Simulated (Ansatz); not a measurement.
Ligand exchange: SnH3(SH) + B(CH3)(SH)2 → SnH2(SH)2 + BH(CH3)(SH)

Species: SnH3(SH), singlet; B(CH3)(SH)2, singlet; SnH2(SH)2, singlet; BH(CH3)(SH), singlet. The partners trade H for SH: Sn–H and B–SH bonds give way to Sn–SH and B–H.

Shapes, held fixed at every level: PBE0-D4/def2-TZVP. Flexible molecules stand in one conformer, not always the lowest. Programs: Ansatz 0.2.0. Electronic energies: no zero-point or thermal term.

```tsv
level	kind	ΔE (kJ/mol)	less CCSD(T)/def2-TZVPP	CPU time (sum over the molecules)
HF/def2-TZVPP	Hartree–Fock	-1.8	-12.3	–
PBE-D4/def2-TZVPP	GGA	+10.6	+0.1	23 s
r2SCAN-D4/def2-TZVPP	meta-GGA	+9.9	-0.6	32 s
PBE0-D4/def2-TZVPP	global hybrid	+10.3	-0.2	20 s
wB97M-V/def2-TZVPP	range-separated hybrid	+8.5	-2.0	92 s
CCSD/def2-TZVPP	coupled cluster or CI	+9.0	-1.5	–
CCSD(T)/def2-TZVPP	coupled cluster or CI	+10.5	0.0	3.7 min
```

The highest level, CCSD(T)/def2-TZVPP, gives ΔE = +10.5 kJ/mol; the levels span -1.8 to +10.6. They disagree on the sign: 6 of 7 are positive. The column of differences is taken from that level and isn't an error. No measured value is set beside it here. For atoms past krypton def2 sets carry core potentials with scalar relativity. Outer-core shells of Sn are correlated in most correlated rows, in sets that cover them unevenly. Times are processor times on shared x86 and Arm servers, and rough.

The exchange is mildly uphill: at +10.5 kJ/mol, SH slightly prefers to stay on boron rather than move to tin. The likely reason is π donation from sulfur lone pairs into the formally empty p orbital of trigonal boron, which tetrahedral tin can't match. The preference is small, probably because the polar Sn–S bond gained offsets much of the loss, and because the SH left on boron can donate more strongly once its competitor has gone.

Only Hartree–Fock reverses the sign. CCSD already restores it at +9.0 kJ/mol, and the triples add little, so the missing ingredient is mainly ordinary dynamic correlation rather than strong multireference character. This suggests that correlation favours the compact, π-bonded B(SH)₂ unit. The near-coincidence of PBE-D4 and PBE0-D4 shows little net sensitivity to exact exchange, and every density functional reproduces the coupled-cluster direction. A single exchange energy can't separate boron–sulfur π bonding from differences in the σ bonds or from the interaction between two SH groups on one centre.
